# Solution key: a randomly rotated four-point grid for the Si pseudopotential in SiH₄

**Setting and conventions.** Atomic units (hartree, bohr) are used. The Si core is replaced by a semilocal pseudopotential with the $d$ channel local and $\Delta V_l(r)=V_l(r)-V_{\rm loc}(r)$ for $l=0,1$. For an electron at $r\mathbf n_0$ from the Si nucleus, the nonlocal part of the local energy is a spherical mean,

$$E_{\rm NL}=\langle f\rangle\equiv\frac1{4\pi}\int f\,d\Omega,\qquad f(\mathbf n)=\sum_l \Delta V_l(r)\,(2l+1)P_l(\mathbf n_0\cdot\mathbf n)\,\frac{\Psi(r\mathbf n)}{\Psi(r\mathbf n_0)}, \tag{1}$$

with all other electrons held fixed. The mean is estimated by $Q(R)=\sum_i w_i f(R\mathbf n_i)$ with $\sum_i w_i=1$. The rotation $R$ acts on the grid points and is drawn from the uniform (Haar) measure on SO(3), and $\mathbb E$ denotes that average. The $Y_{LM}$ are orthonormal on the sphere, $f=\sum f_{LM}Y_{LM}$ is real, and $|f_L|^2=\sum_M|f_{LM}|^2$, so $|f_L|^2/4\pi$ is the mean square of the degree-$L$ part of $f$.

## (a) Mean and variance for any grid

Under rotation $Y_{LM}(R\mathbf n)=\sum_\mu D^L_{M\mu}(R)Y_{L\mu}(\mathbf n)$, where $D^L$ is a unitary irreducible representation of dimension $2L+1$. Schur orthogonality gives

$$\mathbb E\big[D^L_{M\mu}D^{L'*}_{M'\mu'}\big]=\frac{\delta_{LL'}\delta_{MM'}\delta_{\mu\mu'}}{2L+1}.$$

*Mean.* With $L'=0$, where $D^0=1$, this gives $\mathbb E[D^L]=0$ for $L\ge1$. Hence $\mathbb E[Q]=f_{00}Y_{00}\sum_iw_i=\langle f\rangle$ for any points and any normalised weights.

*Variance.* Orthogonality followed by the addition theorem gives

$$\mathbb E\big[Y_{LM}(R\mathbf n_i)Y^*_{L'M'}(R\mathbf n_j)\big]=\frac{\delta_{LL'}\delta_{MM'}}{2L+1}\sum_\mu Y_{L\mu}(\mathbf n_i)Y^*_{L\mu}(\mathbf n_j)=\delta_{LL'}\delta_{MM'}\frac{P_L(\mathbf n_i\cdot\mathbf n_j)}{4\pi},$$

and therefore

$$\operatorname{Var}Q=\sum_{L\ge1}\frac{|f_L|^2}{4\pi}\,G_L,\qquad G_L=\sum_{ij}w_iw_jP_L(\mathbf n_i\cdot\mathbf n_j)=\frac{4\pi}{2L+1}\sum_M\Big|\sum_iw_iY_{LM}(\mathbf n_i)\Big|^2. \tag{2}$$

The last form shows that $G_L\ge0$, and that $G_L=0$ exactly when the grid integrates every harmonic of degree $L$ to zero. A grid exact for all degrees up to $l_{\max}$ thus receives contributions only from $L>l_{\max}$. The index $L$ refers to the whole integrand of (1), projector included.

## (b) Grid factors of the tetrahedron

The points are $\mathbf n_i=(s_1,s_2,s_3)/\sqrt3$ with $s_a=\pm1$ and $s_1s_2s_3=+1$, and $w_i=1/4$. Four pairs have $\mathbf n_i\cdot\mathbf n_j=1$ and twelve have $-1/3$, so $G_L=\tfrac14\left[1+3P_L(-\tfrac13)\right]$.

| $L$ | 1 | 2 | 3 | 4 | 5 | 6 | 7 |
|---|---|---|---|---|---|---|---|
| $P_L(-1/3)$ | $-1/3$ | $-1/3$ | $11/27$ | $1/81$ | $-1/3$ | $47/243$ | $121/729$ |
| $G_L$ | 0 | 0 | $5/9$ | $7/27$ | 0 | $32/81$ | $91/243$ |

So $l_{\max}=2$. Not every $L>l_{\max}$ contributes, since $G_5=0$. Four independent random points would have an effective factor $1/4$ for every $L\ge1$. The tetrahedron removes $L=1,2,5$ but has the larger factor $5/9$ at $L=3$, and $G_L\to1/4$ as $L\to\infty$ because $P_L(-1/3)\to0$.

## (c) The two-harmonic model, solved directly

Take one electron in the valence $a_1$ orbital of SiH₄, with the four Si–H directions $\mathbf e_k$ along the unrotated grid points. The lowest harmonics invariant under $T_d$ are the constant and $xyz$. The smallest orbital that the grid fails to integrate is therefore, on the sphere,

$$\varphi(\mathbf n)=a+b\,u(\mathbf n),\qquad u=3\sqrt3\,xyz,\qquad u(\pm\mathbf e_k)=\pm1. \tag{3}$$

In the $s$ channel the projector is 1, so it suffices to treat $f=\varphi$ and restore the constant factor $\Delta V_0/\varphi(\mathbf n_0)$ afterwards. The exact mean is $a$.

*The estimator.* The rotated point has components $\sum_pR_{1p}s_p/\sqrt3$ and so on, so $u(R\mathbf n_i)=\sum_{pqt}R_{1p}R_{2q}R_{3t}\,s_ps_qs_t$. The average of $s_ps_qs_t$ over the four points is 1 if $p,q,t$ are all different. Otherwise it reduces to the average of a single $s_p$, which is 0. The six surviving terms form the permanent of the rotation matrix:

$$Q(R)=a+b\,\operatorname{per}R .$$

*Euler angles.* Write $R=R_z(\alpha)R_y(\beta)R_z(\gamma)$ and $c=\cos\beta$. A rotation about $z$ mixes $xyz$ with $\tfrac12z(x^2-y^2)$ through twice its angle. $R_y$ does not mix them, because one is odd in $y$ and the other even. Its diagonal factor for $xyz$ is $\operatorname{per}R_y=\cos^2\beta-\sin^2\beta$. For the second function substitute $x\to cx+z\sin\beta$, $z\to cz-x\sin\beta$. The coefficients of $zx^2$ and $zy^2$ in $z(x^2-y^2)$ become $3c^3-2c$ and $-c$, and half their difference is the factor. Then

$$\operatorname{per}R=A\cos2\alpha\cos2\gamma-B\sin2\alpha\sin2\gamma,\qquad A=2c^2-1,\quad B=\tfrac12(3c^3-c).$$

At $\beta=0$ this is $\cos2(\alpha+\gamma)$, the permanent of $R_z(\alpha+\gamma)$, which fixes the relative sign.

*Averages.* The Haar measure is uniform in $\alpha$, $\gamma$ and $c\in[-1,1]$. The $\alpha$ average kills both terms, so $\mathbb E[Q]=a$. In the square the cross term averages to zero and each squared product of trigonometric factors gives $1/4$:

$$\overline{A^2}=\tfrac45-\tfrac43+1=\tfrac7{15},\qquad \overline{B^2}=\tfrac14\left(\tfrac97-\tfrac65+\tfrac13\right)=\tfrac{11}{105},\qquad \operatorname{Var}Q=\frac{b^2}{4}\left(\frac7{15}+\frac{11}{105}\right)=\frac{b^2}{7}. \tag{4}$$

*Comparison with (2).* Since $\langle x^2y^2z^2\rangle=1/105$, $|f_3|^2/4\pi=27b^2/105=9b^2/35$, and $\tfrac9{35}\cdot\tfrac59=\tfrac17$. The direct solution and the general formula coincide.

*Fixed grid.* With $R=1$ the points lie on the bonds and $Q=a+b$. With $R=R_z(\pi/2)$ they lie opposite the bonds and $Q=a-b$. A grid frozen in the molecular frame carries an offset that no amount of sampling of the electron removes.

## (d) Fixing $b/a$, and the size of the higher harmonics

Inputs, all typical or assumed:

- Si–H distance $d=1.48$ Å $=2.80$ bohr (typical);
- sphere radius $r=1.50$ bohr, inside the nonlocal range (assumed);
- hydrogen share of the spherical mean of $\varphi$ at this radius, $\eta=0.30$ (assumed);
- $\Delta V_0(r)=0.20$ Ha and $\Delta V_1(r)=0.10$ Ha (assumed).

Each H carries one Gaussian $e^{-\xi s^2}$, with $s$ the distance from the proton. Minimising the hydrogen-atom energy $\tfrac32\xi-2\sqrt{2\xi/\pi}$ gives $\xi=8/9\pi=0.283$ bohr$^{-2}$. On the sphere the Gaussian is proportional to $e^{\kappa\,\mathbf e_k\cdot\mathbf n}$ with $\kappa=2\xi rd=2.377$, and $e^{\kappa t}=\sum_L(2L+1)i_L(\kappa)P_L(t)$, with $i_L$ the modified spherical Bessel functions and $i_0(\kappa)=\sinh\kappa/\kappa=2.2465$. With $a=1$ and $\rho_L=i_L/i_0$,

$$\varphi=1+\eta\sum_{L\ge1}(2L+1)\rho_L\;\tfrac14\sum_kP_L(\mathbf e_k\cdot\mathbf n).$$

Because $\langle P_L(\mathbf e\cdot\mathbf n)P_L(\mathbf e'\cdot\mathbf n)\rangle=P_L(\mathbf e\cdot\mathbf e')/(2L+1)$ and the molecule is the same tetrahedron as the grid, $|f_L|^2/4\pi=\eta^2(2L+1)\rho_L^2G_L$. Equation (2) becomes

$$\operatorname{Var}Q=\eta^2\sum_{L\ge3}(2L+1)\,\rho_L^2\,G_L^2 .$$

| $L$ | $\rho_L$ | $(2L+1)\rho_L^2G_L^2$ |
|---|---|---|
| 3 | 0.07728 | $1.290\times10^{-2}$ |
| 4 | 0.01935 | $2.264\times10^{-4}$ |
| 6 | $7.16\times10^{-4}$ | $1.04\times10^{-6}$ |
| 7 | $1.11\times10^{-4}$ | $2.6\times10^{-8}$ |

The full sum is $1.313\times10^{-2}$, and the $L=4$ term is 1.8 per cent of the $L=3$ term. The degree-3 part must be a multiple of $u$, and its value at $\mathbf n=\mathbf e_1$ fixes it: $\tfrac14\sum_kP_3(\mathbf e_k\cdot\mathbf n)=\tfrac59u$. Thus $b=\tfrac{35}9\eta\rho_3=0.0902$, and (4) gives the standard deviation $b/\sqrt7=0.0341$, against $0.0344$ with all $L$. Replacing the Gaussian by the Slater function $e^{-s}$ and projecting on $P_3$ gives $\rho_3=0.0654$, 15 per cent lower, which indicates how much the number depends on the form of the H orbital.

*A test of all orders at once.* For a single lobe $g=e^{\kappa\,\mathbf m\cdot\mathbf n}/i_0(\kappa)$, rotating the grid is the same as drawing the axis $\mathbf m$ uniformly. Since $\langle e^{\mathbf m\cdot\mathbf v}\rangle=i_0(|\mathbf v|)$ and $|\mathbf n_i+\mathbf n_j|$ is 2 for $i=j$ and $2/\sqrt3$ otherwise,

$$\operatorname{Var}Q[g]=\frac{\tfrac14i_0(2\kappa)+\tfrac34i_0(2\kappa/\sqrt3)}{i_0(\kappa)^2}-1=\frac{5.16825}{5.04662}-1=0.02410 .$$

Equation (2) gives the series $\sum_L(2L+1)\rho_L^2G_L=0.02322+0.00087+\dots=0.02410$, the same number.

## (e) Noise in the local energy

*The projector raises $L$.* In the $p$ channel the integrand is $3(\mathbf n_0\cdot\mathbf n)\varphi$. The product $zY_{LM}$ has squared amplitude $[(L+1)^2-M^2]/[(2L+1)(2L+3)]$ in $Y_{L+1,M}$, and the sum over $M$ is $(L+1)/3$. For a function $g_L$ of degree $L$, the summed mean square of the degree-$(L+1)$ parts of $xg_L$, $yg_L$, $zg_L$ is a rotationally invariant quadratic form, hence a multiple of $\langle g_L^2\rangle$. Its trace gives the multiple $(L+1)/(2L+1)$.

For (3), the term $3a\,\mathbf n_0\cdot\mathbf n$ and the degree-2 part of $3b(\mathbf n_0\cdot\mathbf n)u$ are integrated exactly to zero. The degree-4 part has a mean square that is a quadratic form in $\mathbf n_0$ invariant under $T_d$, hence the same for all $\mathbf n_0$: $9b^2\cdot\tfrac13\cdot\tfrac47\cdot\tfrac9{35}=\tfrac{108}{245}b^2$. Multiplying by $G_4=7/27$ gives $4b^2/35$. The exact $p$-channel mean is zero, yet the channel is noisy. The $s$ noise has $L=3$ and the $p$ noise $L=4$, so by (2) they are uncorrelated although they share one rotation:

$$\operatorname{Var}\big(E_{\rm NL}\,|\,\mathbf n_0\big)=\frac{b^2}{\varphi(\mathbf n_0)^2}\left[\frac{\Delta V_0^2}{7}+\frac{4\,\Delta V_1^2}{35}\right].$$

*Average over the electron.* On the shell $\mathbf n_0$ has weight $\varphi^2/\mathcal N$ with $\mathcal N=\langle\varphi^2\rangle=a^2+9b^2/35=1.0021$. The weight cancels the denominator, so $\varphi(\mathbf n_0)^2$ is replaced by $\mathcal N$. For an electron at $r=1.50$ bohr:

- exact nonlocal energy $\Delta V_0a^2/\mathcal N=199.6$ mHa;
- offset of the $s$ term for a grid frozen on or opposite the bonds, $\pm\Delta V_0ab/\mathcal N=\pm18.0$ mHa;
- rotated grid: no offset, and noise per evaluation of 6.8 mHa ($s$), 3.0 mHa ($p$) and $\sigma=7.5$ mHa combined.

By the law of total variance this $\sigma^2$ adds to the variance of the exactly integrated local energy. It would remain even for an exact eigenfunction. With a fresh rotation at each evaluation it falls as $1/N$ in the mean of $N$ samples.

*Where unbiasedness stops.* The result of (a) holds for quantities linear in $Q$, such as the VMC energy. A diffusion Monte Carlo weight $e^{-\tau E_L}$ with localised pseudopotential is not linear. For zero-mean noise $\delta$ redrawn at each step, $\mathbb E[e^{-\tau\delta}]=1+\tau^2\sigma^2/2+\dots$, which acts as an energy shift $-\tau\sigma^2/2$. For an assumed step $\tau=0.01$ Ha$^{-1}$ this is $-0.28\ \mu$Ha, and it vanishes as $\tau\to0$.

## (f) What the $a_1$ model leaves out

In the molecule each spin determinant holds $a_1$ and three $t_2$ orbitals. The ratio $\Psi(r\mathbf n)/\Psi(r\mathbf n_0)$ is then a combination of all four, times a Jastrow ratio, and need not be invariant under $T_d$. The $t_2$ orbitals contain $L=2$, which the $p$ projector lifts to $L=3$. This term exceeds those kept above. To size it, put the whole share $\eta$ into one lobe, $\varphi=1-\eta+\eta g$, set the denominator to its mean value 1 and average $\mathbf n_0$ uniformly. The degree-2 part has mean square $5\eta^2\rho_2^2$ with $\rho_2=0.2469$, and the rule of (e) gives the variance

$$\Delta V_1^2\cdot9\cdot\tfrac13\cdot\tfrac35\cdot5\eta^2\rho_2^2\cdot\tfrac59=5\,\Delta V_1^2\eta^2\rho_2^2 ,$$

or 17 mHa. The $s$ channel gives $\Delta V_0\eta\sqrt{0.02410}=9.3$ mHa. The cross term is odd in $\mathbf n_0$ and averages out, so the two combine to 19 mHa, about 2.5 times the $a_1$ value, and the remaining $p$ terms only add to it. With a $p$ projector the four-point grid is noise-free only if the ratio has no harmonics above $L=1$ that the projector maps onto $L$ with $G_L\neq0$.

**Result.** $Q=a+b\operatorname{per}R$ has mean $a$ and variance $b^2/7=(9b^2/35)\,G_3$, as (2) requires. The energies 7.5 and 19 mHa per evaluation belong to the two models at one radius, not to SiH₄. They scale linearly with a common factor on the assumed $\Delta V_l$ and, up to the small factor $\mathcal N$, with $\eta$.